# Non-nuclear maximum at the midpoint of a homonuclear bond: the promolecular condition

## Statement

Atomic units are used (bohr, $e\,\mathrm{bohr}^{-3}$). Two identical nuclei lie at $z=\mp R/2$, and $s$ is the distance from the internuclear axis. The promolecular density is

$$\rho(\mathbf r)=f(r_A)+f(r_B),\qquad r_{A,B}=\sqrt{s^2+(z\pm R/2)^2},$$

where $f(r)$ is the spherical density of the free atom, not the radial distribution $4\pi r^2f$. Primes denote $d/dr$ and $r_0=R/2$. A critical point is labelled (rank, signature) of the Hessian: $(3,-3)$ is a maximum, $(3,-1)$ a bond critical point.

1. **Local condition.** The midpoint is a critical point with Hessian eigenvalues
$$\lambda_\perp=\frac{4f'(r_0)}{R}\ \ (\text{twice}),\qquad \lambda_\parallel=2f''(r_0).$$
It is a $(3,-3)$ point if and only if $f'(R/2)<0$ and $f''(R/2)<0$. For a decreasing $f$, the condition $f''(R/2)<0$ is sufficient for a maximum and $f''(R/2)\le0$ is necessary. At $f''=0$ the midpoint is a degenerate maximum if $f''''(R/2)<0$ and is no maximum if $f''''(R/2)>0$.
2. **Convex densities.** If $f'<0$ and $f''>0$ for all $r>0$, as for $e^{-2Zr}$, the only critical point away from the nuclei is a $(3,-1)$ point at the midpoint, for every $R$.
3. **Bifurcation.** Where $f''(R/2)$ changes sign, a pitchfork occurs with side branches at $z^2\simeq-6f''/f''''$. They are bond critical points flanking a central maximum if $f''''>0$, and maxima flanking a central bond point if $f''''<0$.
4. **Gaussians.** For $f=e^{-\alpha r^2}$ there is one maximum, at the midpoint, for $\alpha R^2\le2$, and two maxima with a bond point between them for $\alpha R^2>2$.

## Premises

- The nuclei are clamped and identical, and there are only two.
- The density is the plain sum of two frozen spherical atomic densities.
- $f$ is smooth for $r>0$. A cusp at $r=0$ is allowed, and a cusp that is a local maximum counts as an attractor.
- Where stated, $f'<0$. For a given atom this is a property to be verified; it is a premise here and is not derived.

## Proof

### Step 1: gradient and Hessian of one spherical term

With $\hat{\mathbf e}$ the unit vector from the nucleus to the point, $\partial_i r=\hat e_i$ and $\partial_j\hat e_i=(\delta_{ij}-\hat e_i\hat e_j)/r$. The chain rule gives

$$\nabla f=f'\,\hat{\mathbf e},\qquad \partial_i\partial_jf=f''\,\hat e_i\hat e_j+\frac{f'}{r}\,(\delta_{ij}-\hat e_i\hat e_j).$$

The curvature is $f''$ along the radius and $f'/r$ in the two directions across it.

### Step 2: the midpoint

At the midpoint $r_A=r_B=r_0$ and $\hat{\mathbf e}_A=-\hat{\mathbf e}_B=\hat{\mathbf z}$. The gradients cancel. The product $\hat e_i\hat e_j$ is even in $\hat{\mathbf e}$, so the two Hessians are equal and add to $\mathrm{diag}(2f'/r_0,\,2f'/r_0,\,2f'')$. With $r_0=R/2$ these are the stated eigenvalues, and a $(3,-3)$ point needs all three negative.

The Laplacian is $\nabla^2\rho=\lambda_\parallel+2\lambda_\perp=2(f''+2f'/r_0)$. Its being negative is necessary for a $(3,-3)$ point and not sufficient. For $f=e^{-2Zr}$ one has $\nabla^2f=4Z(Z-1/r)f<0$ at $r<1/Z$, while $f''=4Z^2f>0$.

### Step 3: reduction to the axis

Let $f'(r_0)<0$, and define on $|z|<R/2$

$$g(z)=\rho(s=0,z)=f(r_0+z)+f(r_0-z).$$

At fixed $z$ a step off the axis lengthens both $r_A$ and $r_B$, so near the midpoint $\rho(s,z)<g(z)$ for $s>0$. The midpoint is therefore a strict local maximum of $\rho$ exactly when $z=0$ is one of $g$. The odd Taylor terms of the two atoms cancel and the even ones double:

$$g(z)=2f+f''z^2+\tfrac1{12}f''''z^4+O(z^6),$$

with all derivatives at $r_0$. If $f''<0$ the origin is a maximum, if $f''>0$ a minimum, and if $f''=0$ the sign of $f''''$ decides. This proves statement 1.

An equivalent form uses the local decay length $\ell=-f/f'$. Differentiation gives $\ell'=-1+ff''/f'^2$, so

$$f''<0\iff \ell'<-1 .$$

The decay length must shrink faster than the distance grows. A pure exponential has $\ell'=0$.

### Step 4: convex densities

Let $f'<0$ for all $r>0$. A critical point away from the nuclei needs $f'(r_A)\hat{\mathbf e}_A+f'(r_B)\hat{\mathbf e}_B=0$. Both coefficients are negative, so the unit vectors must be antiparallel, which happens only on the segment between the nuclei. There $g''(z)=f''(r_0+z)+f''(r_0-z)$. If $f''>0$ everywhere, $g'$ rises strictly and, being odd, vanishes only at $z=0$, where $\lambda_\parallel>0$ and $\lambda_\perp<0$. This proves statement 2. It covers $e^{-2Zr}$ and every sum of decaying exponentials with positive coefficients.

Concavity needs a shell structure. For a term $r^me^{-qr}$ with $x=qr$,

$$f'\propto(m-x),\qquad f''\propto x^2-2mx+m(m-1),$$

with positive prefactors. The roots of the quadratic are $m\pm\sqrt m$, so the term is both decreasing and concave only for $m<x<m+\sqrt m$. The interval is empty for $m=0$ and finite otherwise. A tail of this form is convex at large $r$, and a steep exponential core is convex at small $r$. The midpoint maximum is thus confined to a window of bond lengths.

### Step 5: the pitchfork

Let $f''(r_c)=0$ with $f'''(r_c)\ne0$ and $f''''(r_c)\ne0$, and put $R_c=2r_c$. From Step 3,

$$g'(z)=2z\left[f''+\tfrac16f''''z^2+O(z^4)\right].$$

Besides $z=0$ there are roots $z_\pm^2\simeq-6f''/f''''$ when $f''$ and $f''''$ have opposite signs. Since $f''(R/2)\simeq\tfrac12f'''(r_c)(R-R_c)$, they separate as $|R-R_c|^{1/2}$. Their axial curvature is $g''(z_\pm)=2f''+f''''z_\pm^2=-4f''$, opposite in sign to that of the midpoint, and

$$g(0)-g(z_\pm)\simeq\frac{3f''^2}{f''''} .$$

- If $f''''>0$, the side points exist where $f''<0$ and are axial minima, hence $(3,-1)$ points. One bond point turns into a non-nuclear maximum and two bond points.
- If $f''''<0$, the side points exist where $f''>0$ and are maxima. One maximum turns into two maxima and a bond point.

Both cases conserve the Poincaré–Hopf count for a finite system, maxima − bond points + ring points − cage points $=1$. With two nuclear attractors the first case reads $2-1=3-2$; without them the second reads $1=2-1$.

The two flanking bond points do not depend on the expansion. With a cusp, $g'\to f'(R)-f'(0^+)$ as $z\to R/2$, which is positive when $|f'(0^+)|>|f'(R)|$. Then $g$ falls from a central maximum and rises towards each nucleus, so it has a minimum on either side.

### Step 6: two Gaussians

For $f=e^{-\alpha r^2}$,

$$f''=2\alpha(2\alpha r^2-1)f,\qquad f''''=4\alpha^2(4\alpha^2r^4-12\alpha r^2+3)f .$$

With $\kappa=\alpha R^2$, $f''(R/2)=\alpha(\kappa-2)f$, which vanishes at $\kappa=2$. There $\alpha r^2=\tfrac12$ and $f''''=-8\alpha^2f<0$: this is the second case of Step 5, and the midpoint is still a maximum at the threshold.

The global picture follows from completing the squares:

$$\rho=2e^{-\kappa/4}\,e^{-\alpha s^2}\,e^{-\alpha z^2}\cosh(\alpha Rz).$$

The factor in $s$ is stationary only at $s=0$. With $u=\alpha Rz$, the condition $\partial_z\ln\rho=-2\alpha z+\alpha R\tanh(\alpha Rz)=0$ becomes

$$\tanh u=\frac{2u}{\kappa}.$$

The function $\tanh u/u$ falls monotonically from 1 to 0 on $u>0$, so a pair of nonzero roots exists if and only if $\kappa>2$, and there is only one pair. From $\tanh u\simeq u-u^3/3$, $u^2\simeq3(1-2/\kappa)$ and $z_\pm^2\simeq3(\kappa-2)/(4\alpha)$ near threshold, which equals $-6f''/f''''$. In general $|z_\pm|=(R/2)\tanh|u|<R/2$. This proves statement 4.

A Gaussian has no cusp. The single maximum at $\kappa<2$ is the fusion of the two atomic peaks and does not coexist with nuclear attractors. The Gaussian pair illustrates the curvature condition, while an atom with a core can follow the other case.

## Range of validity

- **Exactness.** The statements are exact for the promolecule. They are not theorems about the molecular density, which also contains interference, polarisation and correlation. A small $|f''(R/2)|$ is easily outweighed by these, as the illustration shows.
- **Spherical atoms.** An S-state atom such as Li ($^2S$) is spherical. For other open shells $f$ is a spherical average, and alignment of the open shell changes both eigenvalues.
- **Symmetry.** For unlike atoms the odd terms of $g$ survive, the midpoint loses its role, and the pitchfork unfolds so that a maximum and a bond point appear together in a fold.
- **Two centres.** Further atoms add $f'/r<0$ across their own radii. For $n$ equivalent neighbours around a tetrahedral or octahedral site, $\sum\hat e_i\hat e_j=(n/3)\delta_{ij}$, and Step 1 gives the isotropic Hessian $(n/3)\nabla^2f\,\delta_{ij}$. Such a site is a maximum of the neighbours' density when $\nabla^2f<0$, which $e^{-2Zr}$ satisfies for $r<1/Z$. Convexity therefore excludes non-nuclear maxima for two centres only.
- **Normal form.** The expressions for $z_\pm$ and the depth hold while the sixth-order term of $g$ is small.

## Illustration: Li$_2$ near equilibrium

**Inputs, all typical values:** bond length $R=5.05$ bohr (2.67 Å), so $r_0=2.525$ bohr; single-zeta Slater exponents $\zeta_1=2.69$ and $\zeta_2=0.64\ \mathrm{bohr}^{-1}$ for Li 1s and 2s.

**Atomic model.** The normalised functions are $\chi_1=N_1e^{-\zeta_1r}$ and $\chi_2=N_2\,r\,e^{-\zeta_2r}$ with $N_1^2=\zeta_1^3/\pi$ and $N_2^2=\zeta_2^5/3\pi$. Their overlap is

$$S=4\pi N_1N_2\int_0^\infty r^3e^{-(\zeta_1+\zeta_2)r}dr=\frac{24\pi N_1N_2}{(\zeta_1+\zeta_2)^4}=0.1629 .$$

The determinant $1s^22s^1$ with $1s=\chi_1$ has the density of the orthogonalised orbitals, $f=2\chi_1^2+(\chi_2-S\chi_1)^2/(1-S^2)$, which integrates to three electrons. Expanded,

$$f=Ae^{-5.38r}-B\,r\,e^{-3.33r}+C\,r^2e^{-1.28r},$$

$$A=N_1^2\left(2+\frac{S^2}{1-S^2}\right)=12.561,\quad B=\frac{2SN_1N_2}{1-S^2}=0.08893,\quad C=\frac{N_2^2}{1-S^2}=0.011703 .$$

The second derivative is, with $p=5.38$, $w=3.33$, $q=1.28$,

$$f''=Ap^2e^{-pr}-B\,w(wr-2)e^{-wr}+C\,(q^2r^2-4qr+2)e^{-qr}.$$

**Values at $r_0$**, in units of $10^{-4}$ a.u.; the digits serve to follow the sums and exceed the physical reliability of a single-zeta atom:

| quantity | core ($A$) | cross ($B$) | valence ($C$) | total |
|---|---|---|---|---|
| $f$ | 0.2 | −0.5 | 29.5 | 29.1 |
| $f'$ | −0.9 | 1.5 | −14.4 | −13.8 |
| $f''$ | 4.58 | −4.23 | −2.23 | −1.88 |
| $f''''$ | 132.6 | −32.3 | −25.8 | 74.5 |

The model's midpoint has $\rho=5.82\times10^{-3}\ e\,\mathrm{bohr}^{-3}$, $\lambda_\perp=-1.09\times10^{-3}$, $\lambda_\parallel=-3.76\times10^{-4}$ and $\nabla^2\rho=-2.6\times10^{-3}\ e\,\mathrm{bohr}^{-5}$. It is a $(3,-3)$ point.

The negative $f''$ is a remainder of larger terms. If the orthogonalisation is dropped, $f=2\chi_1^2+\chi_2^2$ gives $f''(r_0)=+2.35\times10^{-4}$ and no maximum. The cross term, which comes with the 2s node, decides the sign.

**Flanking bond points.** The normal form gives $|z_\pm|=0.389$ bohr and a depth of $1.42\times10^{-5}$. The root of $f'(r_0+z)=f'(r_0-z)$ is $0.340$ bohr, and the depth there is $1.18\times10^{-5}\ e\,\mathrm{bohr}^{-3}$, or 0.20 per cent of the midpoint density. The difference comes from the sixth and higher orders.

**Window.** The valence term alone is decreasing and concave for $2<qr<2+\sqrt2$, that is $3.125<R<5.335$ bohr. The full $f''$ vanishes at two radii and gives

$$4.64<R<5.46\ \text{bohr}\qquad(2.45\ \text{to}\ 2.89\ \text{Å}).$$

The core closes the window from below and the cross term extends it above. At the lower edge $f'=-1.34\times10^{-3}$, and $f'$ falls further inside the window because $f''<0$ there, so $\lambda_\perp<0$ throughout. At the edges $f''''=3.2\times10^{-2}$ and $3.1\times10^{-4}$. Both pitchforks are of the first kind, although the upper value is so small that its sign is not robust against a change of atomic model. For comparison, a Gaussian pair at $R=5.05$ bohr has a central maximum for $\alpha\le2/R^2=0.0784\ \mathrm{bohr}^{-2}$.

**Size of the neglected interference.** Keep the same functions and fill the two cores and one $\sigma_g$ valence orbital with two electrons each. The overlaps between centres follow from integration in prolate spheroidal coordinates. The core–core value is $9.6\times10^{-5}$ and is neglected. The others are $S'=\langle\chi_{1A}|\chi_{2B}\rangle=0.068$ and, with $t=\zeta_2R$,

$$S_{22}=e^{-t}\left(1+t+\tfrac49t^2+\tfrac19t^3+\tfrac1{45}t^4\right)=0.594 .$$

Projecting both cores out of $\chi_{2A}+\chi_{2B}$ gives $v=y(r_A)+y(r_B)$ with $y=\chi_2-T\chi_1$ and $T=S+S'=0.231$. Its norm is $\langle v|v\rangle=2(1+S_{22}-T^2)$, so the valence density is $v^2/D$ with $D=1+S_{22}-T^2=1.541$. At the midpoint $v=2y$, $\partial_zv=0$ and $\partial_z^2v=2y''$, hence $\partial_z^2(v^2)=8yy''$. A promolecular sum $y^2(r_A)+y^2(r_B)$ would give $4yy''+4y'^2$. Interference removes the positive term $4y'^2$, and the valence condition becomes concavity of the orbital, $yy''<0$, which is weaker than concavity of its square. With $y=0.0529$ and $y''=-9.88\times10^{-3}$,

$$\lambda_\parallel=4(\chi_1^2)''+\frac{8yy''}{D}=(0.90-2.71)\times10^{-3}=-1.81\times10^{-3}\ e\,\mathrm{bohr}^{-5},$$

and the midpoint density is $4\chi_1^2+4y^2/D=7.3\times10^{-3}\ e\,\mathrm{bohr}^{-3}$. The change of $\lambda_\parallel$, $-1.4\times10^{-3}$, exceeds the promolecular value itself. It has the same sign and makes the curvature 4.8 times larger.

All these numbers are the model's. As typical knowledge, electronic-structure calculations on Li$_2$ near equilibrium give a midpoint maximum with a density a little above $0.01\ e\,\mathrm{bohr}^{-3}$, so the promolecule is low by roughly a factor of two. The promolecular window of 4.6 to 5.5 bohr locates the region where the atomic valence shell is concave. The depth of the maximum and the positions of the bifurcations in the molecule cannot be read from it, because the interference term alone outweighs $2f''(R/2)$.